# Morse spectrum from the expansion about the minimum: solution key

**Problem.** A diatomic molecule of reduced mass $\mu$ vibrates in the Morse potential $V=D(1-e^{-ax})^2$, $x=r-r_e$. (a) Expand about the minimum and identify the small parameter. (b) Set up the perturbation series. (c) Find the levels through the first anharmonic order. (d) Solve the problem exactly. (e) Decide what the higher orders contribute. (f) State the range of validity. (g) Evaluate for the electronic ground state of Na$_2$.

**Premises and conventions.**

1. The nuclei move on one Born–Oppenheimer curve, with rotational quantum number $J=0$. The radial function obeys $H\psi=E\psi$ with $H=-\frac{\hbar^2}{2\mu}\frac{d^2}{dx^2}+V(x)$.
2. The range $x>-r_e$ is extended to the whole line. Part (f) gives the size of this step.
3. Energies count from the minimum, so $D$ is the depth from the minimum. Tildes mark wavenumbers in cm$^{-1}$: $\tilde D=D/hc$, $\tilde\omega=\omega/2\pi c$.
4. $v=0,1,2,\dots$ and $n\equiv v+\tfrac12$.

## (a) Expansion and small parameter

Write $(1-e^{-\xi})^2=1-2e^{-\xi}+e^{-2\xi}$ with $\xi=ax$. The coefficient of $\xi^k$ for $k\ge1$ is $(-1)^k(2^k-2)/k!$, which vanishes for $k=1$. Hence

$$V=D\left[\xi^2-\xi^3+\tfrac7{12}\xi^4-\tfrac14\xi^5+\tfrac{31}{360}\xi^6-\dots\right].\tag{1}$$

The series converges for every $x$. Setting $Da^2=\tfrac12\mu\omega^2$ defines

$$\omega=a\sqrt{2D/\mu}.\tag{2}$$

Introduce $\ell=\sqrt{\hbar/\mu\omega}$, $q=x/\ell$ and $g=a\ell$, so that $\xi=gq$. From (2), $a^2=\mu\omega^2/2D$, and therefore

$$g^2=\frac{a^2\hbar}{\mu\omega}=\frac{\hbar\omega}{2D}\equiv\frac1\Lambda .\tag{3}$$

Divide $H$ by $\hbar\omega$, using $D/\hbar\omega=1/2g^2$ and $\hbar^2/(2\mu\ell^2)=\hbar\omega/2$:

$$\frac{H}{\hbar\omega}=h_0+\sum_{k\ge1}g^kV_k,\qquad h_0=-\tfrac12\frac{d^2}{dq^2}+\tfrac12q^2,\tag{4}$$

$$V_1=-\tfrac12q^3,\quad V_2=\tfrac7{24}q^4,\quad V_3=-\tfrac18q^5,\quad V_4=\tfrac{31}{720}q^6 .$$

The only parameter left is $g$. The cubic term carries $g$ and the quartic term $g^2$, so the cubic term in second order and the quartic term in first order are of the same order and must be kept together. Their natural unit is

$$u\equiv\tfrac12 g^2\hbar\omega=\frac{(\hbar\omega)^2}{4D}=\frac{\hbar^2a^2}{2\mu},\tag{5}$$

where the last form follows from $\omega^2=2Da^2/\mu$.

## (b) Perturbation series

Let $\epsilon=E/\hbar\omega=\sum_k g^k\epsilon^{(k)}$ and $\psi=\sum_k g^k\psi^{(k)}$, with $\psi^{(0)}=|v\rangle$, $\epsilon^{(0)}=n$ and $\langle v|\psi^{(k)}\rangle=0$ for $k\ge1$. The levels of $h_0$ are non-degenerate. Equal powers of $g$ give

$$(h_0-n)\,\psi^{(k)}=\sum_{j=1}^{k}\left(\epsilon^{(j)}-V_j\right)\psi^{(k-j)}.\tag{6}$$

Projection on $\langle v|$ removes the left side, since $h_0$ is Hermitian, and leaves $\epsilon^{(k)}=\sum_{j=1}^k\langle v|V_j|\psi^{(k-j)}\rangle$. Projection on $\langle m|$, $m\ne v$, fixes the other components of $\psi^{(k)}$. Each $V_j$ is a polynomial and connects $|m\rangle$ to finitely many states. By induction every $\psi^{(k)}$ is a polynomial times $e^{-q^2/2}$, and within that class the solution of (6) is unique.

For $k=1$: $\epsilon^{(1)}=\langle v|V_1|v\rangle=0$, because $q^3$ is odd and $|\psi^{(0)}|^2$ is even, and

$$\psi^{(1)}=\sum_{m\neq v}|m\rangle\frac{\langle m|V_1|v\rangle}{v-m}.\tag{7}$$

All odd orders vanish: the reflection $q\to-q$ turns (4) into the same operator with $g\to-g$, so by uniqueness $\epsilon^{(k)}=(-1)^k\epsilon^{(k)}$. For $k=2$:

$$\epsilon^{(2)}=\langle v|V_2|v\rangle+\sum_{m\ne v}\frac{|\langle m|V_1|v\rangle|^2}{v-m}.\tag{8}$$

## (c) Levels through order $g^2$

**Matrix elements.** Let $q=X/\sqrt2$, $X=b+b^\dagger$, $X|m\rangle=\sqrt{m+1}\,|m+1\rangle+\sqrt m\,|m-1\rangle$. Applying $X$ twice,

$$X^2|v\rangle=\sqrt{(v+1)(v+2)}\,|v+2\rangle+(2v+1)|v\rangle+\sqrt{v(v-1)}\,|v-2\rangle .\tag{9}$$

Apply $X$ once more. The state $|v+1\rangle$ is reached from $|v+2\rangle$ and from $|v\rangle$, with total coefficient $\sqrt{v+1}\,[(v+2)+(2v+1)]=3(v+1)^{3/2}$. The state $|v-1\rangle$ receives $\sqrt v\,[(2v+1)+(v-1)]=3v^{3/2}$. Thus

$$X^3|v\rangle=\sqrt{(v+1)(v+2)(v+3)}\,|v+3\rangle+3(v+1)^{3/2}|v+1\rangle+3v^{3/2}|v-1\rangle+\sqrt{v(v-1)(v-2)}\,|v-3\rangle .\tag{10}$$

Terms that would reach below $|0\rangle$ have zero coefficient, so the formulas hold for all $v\ge0$.

**Quartic term.** $\langle X^4\rangle$ is the squared norm of (9):

$$\langle X^4\rangle=(v+1)(v+2)+(2v+1)^2+v(v-1)=6v^2+6v+3 .$$

With $v^2+v=n^2-\tfrac14$ this is $6n^2+\tfrac32$, so $\langle q^4\rangle=\tfrac32n^2+\tfrac38$. Since $g^2\hbar\omega=2u$,

$$E_{\rm quartic}=2u\cdot\tfrac7{24}\left(\tfrac32n^2+\tfrac38\right)=u\left(\tfrac78n^2+\tfrac7{32}\right).\tag{11}$$

**Cubic term.** The four states in (10) have denominators $v-m=-3,-1,+1,+3$:

$$\sum_{m\ne v}\frac{|\langle m|X^3|v\rangle|^2}{v-m}=-\tfrac13\left[(v+1)(v+2)(v+3)-v(v-1)(v-2)\right]-9\left[(v+1)^3-v^3\right].$$

The first bracket is $(v^3+6v^2+11v+6)-(v^3-3v^2+2v)=9v^2+9v+6$, and the second is $3v^2+3v+1$. The sum is $-(30v^2+30v+11)=-(30n^2+\tfrac72)$. As $V_1=-X^3/(2\sqrt8)$, the squared prefactor is $1/32$, and

$$E_{\rm cubic}=-2u\,\frac{30n^2+\tfrac72}{32}=-u\left(\tfrac{15}8n^2+\tfrac7{32}\right).\tag{12}$$

**Sum.** The parts independent of $v$, $+\tfrac7{32}u$ and $-\tfrac7{32}u$, cancel, and $\tfrac78-\tfrac{15}8=-1$:

$$\boxed{E_v=\hbar\omega\left(v+\tfrac12\right)-\frac{(\hbar\omega)^2}{4D}\left(v+\tfrac12\right)^2}\tag{13}$$

In spectroscopic notation $\omega_e=\tilde\omega$ and $\omega_ex_e=u/hc=\tilde\omega^2/4\tilde D$.

The cancellation belongs to the Morse shape. For a perturbation $\alpha_3q^3+\alpha_4q^4$ the same sums give

$$\Delta\epsilon=\left(\tfrac32\alpha_4-\tfrac{15}4\alpha_3^2\right)n^2+\left(\tfrac38\alpha_4-\tfrac7{16}\alpha_3^2\right),\tag{14}$$

and the constant vanishes only if $\alpha_4=\tfrac76\alpha_3^2$. The Morse values $\alpha_3=-g/2$, $\alpha_4=7g^2/24$ satisfy this. The constant must be read off after rewriting in $n$, not in $v$.

## (d) Exact solution

In the variable $\xi=gq$ the equation is $-\tfrac12g^2\psi_{\xi\xi}+\frac1{2g^2}(1-e^{-\xi})^2\psi=\epsilon\psi$. Multiply by $2/g^2=2\Lambda$:

$$-\psi_{\xi\xi}+\Lambda^2(1-e^{-\xi})^2\psi=2\Lambda\epsilon\,\psi .\tag{15}$$

Put $y=2\Lambda e^{-\xi}\in(0,\infty)$. Then $d/d\xi=-y\,d/dy$, $d^2/d\xi^2=y^2d^2/dy^2+y\,d/dy$, and $\Lambda^2(1-y/2\Lambda)^2=\Lambda^2-\Lambda y+y^2/4$. With primes for $d/dy$,

$$y^2\psi''+y\psi'+\left(\Lambda y-\tfrac14y^2-s^2\right)\psi=0,\qquad s^2\equiv\Lambda^2-2\Lambda\epsilon .\tag{16}$$

Because $D/\hbar\omega=\Lambda/2$ and $u=\hbar\omega/2\Lambda$, one has $D-E=us^2$. A bound state has $E<D$, so $s$ is real and is chosen positive. The norm is $\int|\psi|^2d\xi=\int_0^\infty|\psi|^2dy/y$. Near $y=0$ the solutions go as $y^{\pm s}$, and only $y^{+s}$ is normalisable.

Set $\psi=fw$ with $f=y^se^{-y/2}$, $f'/f=s/y-\tfrac12$, $f''/f=(s/y-\tfrac12)^2-s/y^2$. After division by $f$, the terms that multiply $w$ are $(s^2-sy+\tfrac14y^2-s)+(s-\tfrac12y)+(\Lambda y-\tfrac14y^2-s^2)=(\Lambda-s-\tfrac12)y$, and those that multiply $w'$ are $(2s+1)y-y^2$. Dividing by $y$,

$$yw''+(2s+1-y)w'+\nu w=0,\qquad\nu=\Lambda-s-\tfrac12 .\tag{17}$$

The regular solution $w=\sum c_ky^k$ obeys $c_{k+1}/c_k=(k-\nu)/[(k+1)(k+2s+1)]$. If $\nu$ is not a non-negative integer, the series does not end, and for large $k$ the ratio exceeds $\tfrac34/(k+1)$. Then $|w|$ grows at least like $e^{3y/4}$ and $\psi$ diverges as $y\to\infty$. Hence $\nu=v$, $w$ is the Laguerre polynomial $L_v^{(2s)}(y)$, and $s=\Lambda-n$. From (16),

$$\epsilon=\frac{\Lambda^2-(\Lambda-n)^2}{2\Lambda}=n-\tfrac12g^2n^2,\qquad v<\Lambda-\tfrac12 ,\tag{18}$$

where the restriction is $s>0$. Multiplied by $\hbar\omega$, (18) is (13). The order-$g^2$ result equals the exact energy of every bound level.

## (e) The higher orders

**All $\epsilon^{(k)}$ with $k\ge3$ vanish.** The proof shows that the exact eigenfunction, expanded in $g$ at fixed $v$ and $q$, is the solution of (6). With $y=2\Lambda e^{-gq}$ and $s=\Lambda-n$,

$$y^se^{-y/2}=(2\Lambda)^se^{-\Lambda}\exp\left[ngq-\frac{gq+e^{-gq}-1}{g^2}\right],$$

and the exponent is $-\tfrac12q^2+g(nq+\tfrac16q^3)+O(g^2)$. Without the constant prefactor this is $e^{-q^2/2}$ times a power series in $g$ with polynomial coefficients in $q$.

For the polynomial factor use the standard recurrence at fixed $\beta=2s$, $(k+1)L_{k+1}^{(\beta)}=(2k+1+\beta-y)L_k^{(\beta)}-(k+\beta)L_{k-1}^{(\beta)}$, and set $P_k=g^kL_k^{(\beta)}$, $P_0=1$, $P_{-1}=0$:

$$(k+1)P_{k+1}=\left[\tfrac2g(1-e^{-gq})+g(2k+1-2n)\right]P_k-\left[2+g^2(k-2n)\right]P_{k-1}.$$

Both brackets are power series in $g$ with polynomial coefficients, so each $P_k$ is one too. At $g=0$ the relation is $(k+1)P_{k+1}=2qP_k-2P_{k-1}$, solved by $P_k=H_k(q)/k!$, since the Hermite polynomials obey $H_{k+1}=2qH_k-2kH_{k-1}$.

The rescaled eigenfunction $\Psi(q,g)$ is thus analytic in $q$ and $g$, starts with a non-zero multiple of $|v\rangle$, and solves the Schrödinger equation with eigenvalue (18) for all small $g>0$. Its Taylor coefficients in $g$ are polynomials times $e^{-q^2/2}$ and satisfy (6) with $\epsilon^{(2)}=-n^2/2$ and no further corrections. Dividing, as formal power series, by the series of overlaps with $\langle v|$ imposes $\langle v|\psi^{(k)}\rangle=0$ and leaves the energies unchanged. Uniqueness from (b) completes the proof. The series for the energy ends, while that for the wavefunction does not.

**The vanishing needs the whole series (1).** At order $g^4$, $V_4$ enters in first order and $V_3$ through the cross term with $V_1$. The squared norm of (10) is $\langle X^6\rangle=20v^3+30v^2+40v+15=20n^3+25n$, so

$$\langle V_4\rangle=\tfrac{31}{720}\cdot\tfrac18(20n^3+25n)=\tfrac{31}{288}n^3+\tfrac{155}{1152}n .$$

The elements of $X^5$ are scalar products of (9), taken for the final state, with (10). With $N=v+1$,

$$\langle v+1|X^5|v\rangle=\sqrt N\left[(N+1)(N+2)+3N(2N+1)+3(N-1)^2\right]=\sqrt N(10N^2+5),$$

$$\langle v+3|X^5|v\rangle=\sqrt{(v+1)(v+2)(v+3)}\,\left[(2v+7)+3(v+1)\right].$$

The last bracket is $5(v+2)$. The downward elements follow from $v\to v-1$ and $v\to v-3$. In $T=\sum_{m\ne v}\langle v|X^3|m\rangle\langle m|X^5|v\rangle/(v-m)$ the pair $m=v\pm1$ gives $-30(N^4-v^4)-15(N^2-v^2)=-(120n^3+60n)$, using $N^4-v^4=4n^3+n$ and $N^2-v^2=2n$. The pair $m=v\pm3$ gives $-\tfrac53[\phi(n+\tfrac32)-\phi(n-\tfrac32)]=-(20n^3+35n)$ with $\phi(t)=t^2(t^2-1)$. So $T=-(140n^3+95n)$. The cross term occurs twice, the coefficients of $V_1$ and $V_3$ multiply to $\tfrac1{16}$, and $q^8=X^8/16$, giving $T/128$. The $V_3$ and $V_4$ parts together are $-\tfrac{71}{72}n^3-\tfrac{175}{288}n$. Since $\epsilon^{(4)}=0$, the terms built from $V_1$ and $V_2$ alone supply the opposite. The oscillator cut off after $x^4$ therefore lies above the Morse level by

$$\delta_v=\hbar\omega\,g^4\left(\tfrac{71}{72}n^3+\tfrac{175}{288}n\right)+O(g^6).\tag{19}$$

Carrying the quartic polynomial to higher order moves the answer away from the Morse spectrum. That polynomial also rises without bound and has no dissociation limit.

## (f) Range of validity

1. **Levels.** For the Morse potential on the whole line, (13) is exact for $0\le v<\Lambda-\tfrac12$, and bound states exist only if $\Lambda>\tfrac12$. The parabola (13) reaches its maximum $D$ at $n=\Lambda$. Beyond that it decreases and describes no state, and the perturbation series gives no warning. The continuum $E>D$ is not described.
2. **What perturbation theory alone shows.** Without (d) and (e), the relative size of successive orders is expected to be $g^2n$, as the ratio $\delta_v/un^2\approx\tfrac{71}{36}g^2n$ illustrates, so part (c) by itself supports (13) only for $n\ll\Lambda$.
3. **Wavefunctions.** By (7) and (10) the admixture of $|v+1\rangle$ is $3g(v+1)^{3/2}/(2\sqrt8)$. It grows as $gv^{3/2}$, and first-order states fail at much lower $v$ than $\Lambda$.
4. **The wall at $r=0$.** In (15) with $E\le D$ the decay constant inside the inner wall is at least $\Lambda\sqrt{z^2-2z}$, $z=e^{-\xi}\ge2$. With $|d\xi|=dz/z$ the semiclassical decay exponent of the amplitude down to $r=0$ is at least
$$S=\Lambda\int_2^{z_0}\sqrt{1-2/z}\,dz=\Lambda\left[\sqrt{z_0(z_0-2)}-2\ln\frac{\sqrt{z_0}+\sqrt{z_0-2}}{\sqrt2}\right],\quad z_0=e^{ar_e}.$$
Premise 2 is safe when $S\gg1$.
5. **Rotation.** For $J>0$ the term $\hbar^2J(J+1)/2\mu r^2$ adds about $BJ(J+1)$, $B=\hbar^2/2\mu r_e^2$, and its dependence on $r$ couples rotation to vibration.
6. **Real curves.** The Morse form fixes $\alpha_3$ and $\alpha_4$ once $\omega$ and $D$ are chosen. A real curve need not obey $\alpha_4=\tfrac76\alpha_3^2$ or $\omega_ex_e=\tilde\omega^2/4\tilde D$, and it has terms in $n^3$ and beyond. Two neutral S-state atoms attract as $r^{-6}$ at long range, not exponentially, so the highest levels and the level count are the least transferable results.

## (g) Numerical illustration: Na$_2$, $X\,^1\Sigma_g^+$

Typical values, used as inputs: $\tilde\omega=159.1$ cm$^{-1}$, $\tilde D=6022$ cm$^{-1}$, $r_e=3.08$ Å, atomic mass $22.99$ u. All results are those of the Morse model with these inputs. Intermediate values are carried unrounded, and the second decimal in the table serves to display the cancellation, not to claim that accuracy for the molecule.

- $\mu=11.495$ u and $\hbar^2/2\mu hc=1.4665$ cm$^{-1}$ Å$^2$.
- $\Lambda=2\tilde D/\tilde\omega=75.70$, $g^2=0.01321$, $g=0.1149$.
- $u/hc=\tilde\omega^2/4\tilde D=1.0508$ cm$^{-1}$, so by (5) $a=0.8465$ Å$^{-1}$, and $\ell=g/a=0.1358$ Å.

| $v$ | $\tilde\omega n$ | cubic (12) | quartic (11) | sum | $E_v/hc$ | $\delta_v/hc$, leading term |
|---|---|---|---|---|---|---|
| 0 | 79.55 | −0.72 | 0.46 | −0.26 | 79.29 | 0.012 |
| 1 | 238.65 | −4.66 | 2.30 | −2.36 | 236.29 | 0.12 |
| 5 | 875.05 | −59.83 | 28.04 | −31.79 | 843.26 | 4.6 |
| 10 | 1670.55 | −217.46 | 101.60 | −115.86 | 1554.69 | 32 |

All entries are in cm$^{-1}$. The last column is the $g^4$ term of (19) only, and its own corrections grow with $g^2n$.

Each of the cancelling constants is $\tfrac7{32}u/hc=0.23$ cm$^{-1}$, nearly as large as the net anharmonic shift of $v=0$. At $v=10$ the leading term of $\delta_v$ is $0.28$ of the anharmonic shift. The model's fundamental is $\tilde\omega-2u/hc=157.0$ cm$^{-1}$, its dissociation energy from $v=0$ is $5943$ cm$^{-1}$, and $\Lambda-\tfrac12=75.20$ gives $v_{\max}=75$, or $76$ bound levels.

The conditions of (f) read as follows. The admixture of $|v+1\rangle$ is $0.061$ at $v=0$ and already $0.90$ at $v=5$, where the energy is still exact. With $ar_e=2.607$ and $z_0=13.56$, the integral is $9.30$ and $S=704$, so the extension to the whole line has no numerical effect. Rotation does matter: $B/hc=0.155$ cm$^{-1}$, and the $J=1$ level lies $0.31$ cm$^{-1}$ above $J=0$, more than the anharmonic shift of $v=0$.

For N$_2$, a process gas in chip making, typical inputs $\tilde\omega=2359$ cm$^{-1}$ and $\tilde D=79900$ cm$^{-1}$ give the model values $\Lambda=67.7$ and $u/hc=17.4$ cm$^{-1}$. The expansion parameter is similar to that of Na$_2$ although the energy scale is much larger.

The Morse curve is a poor shape for Na$_2$ in one definite respect. As typical knowledge, the anharmonicity constant of the low levels is near $0.73$ cm$^{-1}$, so the model's $\omega_ex_e$, and with it the column of sums, is too large by a factor of about $1.4$; a Morse curve made to carry that constant at the same $\tilde\omega$ would need a depth near $8.7\times10^3$ cm$^{-1}$, deeper than the input by the same factor. Equation (13) is exact for the Morse potential, and the number $1.05$ cm$^{-1}$ is the model's, not the molecule's.